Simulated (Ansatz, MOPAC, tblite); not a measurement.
## GeH3Br (SMILES [GeH3][Br]): the zero-point energy at each level's own minimum, rung by rung

GeH3Br, singlet, SMILES `[GeH3][Br]`. Each level relaxes the structure for itself.

Quantity: the zero-point energy at each level's own minimum, in kJ/mol. The values are calculated.

```tsv
level	kind	program	value (kJ/mol)
MNDO	semi-empirical	MOPAC	60.6
PM7	semi-empirical	MOPAC	59.1
PM7-HH	semi-empirical	MOPAC	59.2
GFN1-xTB	semi-empirical	tblite	64.4
HF/STO-3G	Hartree–Fock	Ansatz	74.4
HF/3-21G	Hartree–Fock	Ansatz	65.1
HF/6-31G* (Cartesian functions)	Hartree–Fock	Ansatz	66.9
PBE/def2-SVP	GGA	Ansatz	61.0
PBE0-D4/def2-TZVP	global hybrid	Ansatz	63.3
B3LYP/6-31G* (Cartesian functions)	global hybrid	Ansatz	62.3
```

All-electron rows without a relativistic Hamiltonian named are non-relativistic. Harmonic and unscaled. The values span 59.1 to 74.4 kJ/mol. Without the sets that lack polarisation functions the rows with a basis span only 61.0 to 66.9 kJ/mol.

The zero-point energy of GeH3Br comes mostly from the Ge–H stretches and the hydrogen bending and rocking modes. The Ge–Br stretch adds little because both atoms are heavy and the bond is comparatively soft. The cleanest comparison is at 6-31G*, where going from Hartree–Fock to B3LYP lowers the value from 66.9 to 62.3 kJ/mol. Hartree–Fock lacks the correlation that eases bond stretching, so its potential wells are too steep and its harmonic frequencies too high. The still larger HF/STO-3G result probably reflects a minimal basis too rigid to let the density follow the nuclei. Enlarging the basis does not lower the Hartree–Fock value steadily, however, since 3-21G lies below 6-31G*.

The semi-empirical methods do not share a common offset: MNDO and both PM7 variants fall below all the density-functional values, while GFN1-xTB lies above them. This suggests differences in parametrisation rather than a general failing of approximate methods. Similar totals could still hide compensating errors between stretching and bending modes.
